**Question**

I have Kohn-Sham levels (PBE with spin-orbit coupling) for a five-plane W(110) slab along a path through the surface zone. Three points on the last leg, from S back to G, are still hidden. The known values jump from point to point and I cannot see a band in them. Can anything be predicted for the three points, with what error bar, and do weights near 0.9 mean that I am looking at surface states?

Ansatz 0.2.0, PBE with spin-orbit coupling, plane waves and PAW: relaxed five-plane W(110) slab, 420 eV cutoff, Gamma-centred 13×13×1 k mesh, Gaussian smearing of 0.1 eV. Levels b lie below the Fermi level and a above it, counted outward; outer orbital weights are Löwdin weights on the two outer planes of both faces together, not renormalised.

```tsv
point label	point a (reciprocal cell vectors)	point b (reciprocal cell vectors)	level b1 from the Fermi level (eV)	outer orbital weight b1	level b2 from the Fermi level (eV)	outer orbital weight b2	level a1 from the Fermi level (eV)	outer orbital weight a1
X	0.5000	0.0000	-0.780	0.660	-0.780	0.660	0.440	0.520
between	0.4167	0.0000	-0.030	0.660	-0.030	0.660	0.300	0.470
between	0.3333	0.0000	-0.900	0.810	-0.900	0.810	1.400	0.840
between	0.2500	0.0000	-1.380	0.940	-1.380	0.940	0.600	0.920
between	0.1667	0.0000	-0.260	0.830	-0.260	0.830	0.040	0.860
between	0.0833	0.0000	-0.380	0.670	-0.380	0.670	0.150	0.490
G	0.0000	0.0000	-0.090	0.520	-0.090	0.520	0.020	0.980
between	0.0000	0.0833	-0.380	0.670	-0.380	0.670	0.150	0.490
between	0.0000	0.1667	-0.260	0.830	-0.260	0.830	0.040	0.860
between	0.0000	0.2500	-1.380	0.940	-1.380	0.940	0.600	0.920
between	0.0000	0.3333	-0.900	0.810	-0.900	0.810	1.400	0.840
between	0.0000	0.4167	-0.030	0.660	-0.030	0.660	0.300	0.470
Y	0.0000	0.5000	-0.780	0.660	-0.780	0.660	0.440	0.520
between	0.0833	0.5000	-0.050	0.690	-0.050	0.690	0.270	0.440
between	0.1667	0.5000	-0.850	0.770	-0.850	0.770	0.400	0.820
between	0.2500	0.5000	-0.680	0.690	-0.680	0.690	0.070	0.820
between	0.3333	0.5000	-0.090	0.810	-0.090	0.810	0.040	0.880
between	0.4167	0.5000	-0.830	0.670	-0.830	0.670	0.360	0.660
S	0.5000	0.5000	-0.440	0.580	-0.440	0.580	0.510	0.480
between	0.4167	0.4167	-0.190	0.810	-0.190	0.810	0.530	0.760
between	0.3333	0.3333	-0.040	0.890	-0.040	0.890	1.150	0.570
between	0.2500	0.2500	?	?	?	?	?	?
between	0.1667	0.1667	?	?	?	?	?	?
between	0.0833	0.0833	?	?	?	?	?	?
```

**Answer**

The columns have to be read for what they are before anything is extrapolated. Point a and point b give the wave vector parallel to the surface in units of the two reciprocal cell vectors. Levels b1 and b2 are the first and second levels below the Fermi level at that point, a1 is the first above, and each weight is the part of the state that projects on atomic orbitals of the outer planes. These columns hold whichever level is nearest, so b1 changes identity whenever a band crosses the Fermi level. The step from $-1.38$ eV at $(1/4,0)$ to $-0.26$ eV at $(1/6,0)$ therefore need not be the slope of any one band.

*What symmetry fixes*

In every known row b1 equals b2, in energy and in weight (the weights are averaged over coinciding levels, so only the energies test the pairing). This is Kramers degeneracy: time reversal takes $(\mathbf k,\uparrow)$ to $(-\mathbf k,\downarrow)$, inversion takes $-\mathbf k$ back to $\mathbf k$, and a nonmagnetic slab with an inversion centre has both. Each level is then a pair at every $\mathbf k$, and the same must hold at the hidden points. The pairing is compatible with Rashba splitting on each face, because the two faces carry opposite spin textures and their partners coincide in energy.

Five atoms in five planes mean one atom per plane, so the cell is the primitive rhombus of bcc(110). Its mirror exchanges point a and point b, which is why G–Y repeats G–X digit for digit and only 15 rows are independent. In the usual notation X and Y are both $\bar S$, and the point labelled S is $\bar N$. The mirror and inversion carry $(t,t)$ only into itself and $(-t,-t)$, and adding whole reciprocal vectors brings neither onto a known row, so no hidden row is a copy of a known one and the energies need a model.

*How far away the nearest level lies*

A slab of $N$ planes turns each bulk band into $N$ discrete levels at fixed parallel wave vector, like standing waves across the film. Tungsten has five d orbitals per atom, so there are $5N$ Kramers pairs of d character spread over the d-band width $W$. With $W\approx 10$ eV, a rough recalled value, the mean spacing between neighbouring pairs is

$$\lambda=\frac{W}{5N}=\frac{10\ \text{eV}}{25}=0.40\ \text{eV}.$$

The count ignores sp levels and the uneven bcc density of states, so it fixes a scale only, one that shrinks as $1/N$.

If the pairs fall without order, a step $dE$ contains one with probability $dE/\lambda$, and the chance of finding none within a distance $d$ on one side of the Fermi level is $e^{-d/\lambda}$. The distances $|b_1|$ and $a_1$ then each follow an exponential law with mean $\lambda$. Their sum, the spacing $s=a_1-b_1$, exceeds $x\lambda$ with probability $(1+x)e^{-x}$. The mean distance over all independent rows is 0.44 eV, so the count of 0.40 eV lies about 10 % below the table. The agreement may be partly luck. The Fermi level of tungsten lies in a valley of the d density of states, which makes levels sparser there than the count says, while levels of the same symmetry repel one another, which spaces them more evenly and brings the nearest one closer than disorder would. The exponential law is therefore a rough model for the scale, not a description of the spectrum.

*Where the levels thin out*

Two rows stand out: the spacing is 2.30 eV at $(1/3,0)$ and 1.98 eV at $(1/4,0)$, far wider than anywhere else. The standard cause of such a window is a gap in the projected bulk bands. A surface point collects all bulk states on a rod along $[110]$ through it, and if that rod misses the bulk Fermi surface, no bulk-derived level has to lie near the Fermi level. The window is local in $\mathbf k$: at G the spacing is only 0.11 eV, and the run finds the slab as a whole metallic.

The rods can be placed with the known shape of the tungsten Fermi surface: an electron jack around $\Gamma$ with arms toward H, a hole octahedron at H and small hole pockets at N. In units of $2\pi/a$, with $a$ the cubic lattice constant, the reciprocal vectors have components $1$ along $[001]$ and $\pm1/\sqrt2$ along $[1\bar10]$. The rod through $(t,0)$ then contains the bulk point $(t,0,t)$ on the line from $\Gamma$ to N, and for $t$ between $1/4$ and $1/3$ that point lies between the jack and the N pocket. The rest of the rod was not checked. This is an argument from the recalled bulk picture, and the slab numbers agree with it without testing it.

The diagonal behaves differently. The angle between the two cell vectors is 109.5°, so $(t,t)$ points along $[001]$ and its rod contains $(0,0,2t)$. That is the point a fraction $2t$ of the way from $\Gamma$ to H, the line along which jack and octahedron nearly touch. The hidden rods should thus meet the bulk Fermi surface or pass close to it, and they belong with the ordinary rows.

I therefore took $\lambda$ as the plain mean of the 26 distances in the 13 other independent rows, the maximum-likelihood estimate for an exponential law, which gives $0.346\pm0.068$ eV with the error taken as $\lambda/\sqrt{26}$. The row $(1/3,0)$, which is outside this fit, lies far out in the tail of the fitted law: $x=2.30/0.346=6.65$ and $(1+x)e^{-x}=7.65\times0.0013\approx1$ %. That small chance overstates the case, since the two rows were set aside partly because they stood out, and removing them lowered $\lambda$. With the mean of 0.44 eV from all independent rows the chance is about 3 %, which is not rare among 15 rows, so the numbers alone do not prove that these rows are special.

The quantiles follow directly. The median distance is $\lambda\ln2=0.24$ eV, and the central 80 % runs from $-\lambda\ln0.9=0.04$ eV to $\lambda\ln10=0.80$ eV. For the spacing, $(1+x)e^{-x}$ equals 0.9, 0.5 and 0.1 at $x=0.53$, $1.68$ and $3.89$, which gives 0.18, 0.58 and 1.35 eV (1.34 eV with the unrounded $\lambda$). Of the 26 fitted distances 21 fall inside their range, as an 80 % range should. The fitted rows have a median spacing of 0.72 eV, so the law leans somewhat narrow.

The obvious alternative is to draw a straight line between neighbouring rows. For the 22 levels of fitted rows that have a known row on both sides, each predicted without its own row, the average of the neighbours is off by 0.32 eV in the mean and the constant median by 0.21 eV. A likely reason is that, at a step of $1/12$, the nearest level is often a different band, so that the neighbours carry little information; the bands were not followed to check this. About a third of the neighbours' total error comes from the two rows that border the set-aside pair, so the lead of the constant is smaller than it looks. The hidden stretch is wider than one step, so interpolation has still less to hold on to.

*What the weights can tell*

The weights count two planes per face, so the outer planes are four of five, and a state spread evenly through the film already scores 0.80. The mean weight in the known rows, 0.72, is not far from that. A weight of 0.8 to 0.9 is thus what a bulk-like state of this slab can have, and it identifies no surface state.

A chain of five sites refines this. Its standing waves have amplitude $\sin(n\pi j/6)$ on plane $j$, so the central plane $j=3$ holds $\tfrac13\sin^2(n\pi/2)$, and the outer weight is 0.67 for odd $n$ and 1.00 for even $n$. A weight near one, such as 0.98 for a1 at G, can therefore come from a node on the central plane as well as from decay into the interior. Seven of the 30 independent weights lie between 0.64 and 0.70, close to the odd-$n$ value, although weights that are not renormalised could land there from higher values too.

The two-valued picture fails for most states, and the failure above 0.67 has a reason in symmetry. The central plane is a mirror, and a state even under it combines even orbitals such as $d_{z^2}$ on an envelope with a central antinode with odd orbitals such as $d_{xz}$ on an envelope with a central node. Mixing one envelope of each kind gives a weight between the two limits, and spin-orbit coupling mixes further; $30-8-7-3=12$ weights lie between 0.70 and 0.90. The eight below 0.64 need either extra central character or charge outside the projection orbitals, such as vacuum tails or the 6p shell, which the projection lacks; which of them acts was not tested. For a forecast I used the median and the 10 % and 90 % points of the 26 weights in the fitted rows.

*Forecast*

The forecast is the same for all three rows, with 80 % ranges:

- b2 equals b1 in energy and weight (firm);
- b1 is $-0.24$ eV ($-0.80$ to $-0.04$);
- a1 is $+0.24$ eV ($0.04$ to $0.80$);
- the spacing is 0.58 eV (0.18 to 1.35), with nothing near 2 eV;
- each weight is 0.68 (about 0.48 to 0.87).

About one value in five should fall outside its range, and no ordering among the three rows is forecast.

The withheld rows as computed:

```tsv
point label	point a (reciprocal cell vectors)	point b (reciprocal cell vectors)	level b1 from the Fermi level (eV)	outer orbital weight b1	level b2 from the Fermi level (eV)	outer orbital weight b2	level a1 from the Fermi level (eV)	outer orbital weight a1
between	0.2500	0.2500	-0.660	0.930	-0.660	0.930	0.380	0.720
between	0.1667	0.1667	-0.170	0.800	-0.170	0.800	0.280	0.780
between	0.0833	0.0833	-0.330	0.620	-0.330	0.620	0.040	0.720
```

The pairing holds in all three rows, as symmetry demands. Of the 15 other quantities 14 fall inside their ranges, where about 12 were expected. The score is worth less than it looks, because the energy ranges span most of an electron-volt and each spacing is fixed by two levels already counted. The useful measure is the mean miss of the six levels, 0.16 eV for the constant median against 0.34 eV for a line between G and $(1/3,1/3)$, the same order as in the known rows.

The two rows nearer G behave as ordinary draws. At $(1/6,1/6)$ the levels miss the medians by 0.07 and 0.04 eV, which is chance for a law this broad. At $(1/12,1/12)$ b1 is 0.09 eV deeper than forecast, and a1 at 0.04 eV sits on the lower edge of its range. That level lies inside the smearing width, so it is partly filled, and its side of the Fermi level could change with thickness or mesh; nine of the 30 known independent levels share this weakness.

The row $(1/4,1/4)$ strains the forecast most. Its b1 of $-0.66$ eV is 0.42 eV deeper than the median, and its spacing of 1.04 eV is 0.46 eV wider, both still inside the ranges. No window near 2 eV appears, as the rod argument said, but the test is weak, since 13 of the 15 known rows have none either. A possible cause of the wider spacing is that this rod cuts only the outer end of one arm of the jack, halfway from $\Gamma$ to H, which five discrete standing waves can step over; this is a guess.

The one value outside its range is the weight of b1 at the same point, 0.93 against an upper limit of 0.87. All weights but one (b1 at $(1/12,1/12)$, 0.62) came out above the median, so the forecast leaned low. Part of the reason lies in the fit: setting aside the two wide-spacing rows for the sake of the energies also removed two of the three highest known weights from the pool. For the weights the straight line did better than the constant in four of six cases, and for the spacing in two of three, so the verdict against interpolation holds for the single level energies only.

The completed path shows what the constant forecast overlooked. From S to G the weight of b1 rises steadily from 0.58 to its maximum at $(1/4,1/4)$ and then falls steadily to 0.52, while the energy of b1 zigzags. From X to G it does much the same, with 0.94 at $(1/4,0)$. On these two lines the outer weight of the highest filled level depends on position in the zone more smoothly than its energy does, a regularity that a1 and the Y–S leg do not share.

A natural guess is that surface-derived levels remain where bulk-derived ones thin out, since both maxima occur at wide spacings. Two rows argue against making this a rule: the highest weight of all is at G, where the spacing is the smallest, and a1 at $(1/3,1/3)$ has only 0.57 with a spacing of 1.19 eV. In five planes the two faces can also couple through the centre, which blurs the difference between a surface state and a film state with a central node. The check is to repeat these points in a thicker slab: the share of an evenly spread state falls as $4/N$ while a true surface state keeps its weight, and until that is done a weight of 0.93 in five planes should be read as little charge on the central plane and nothing more.
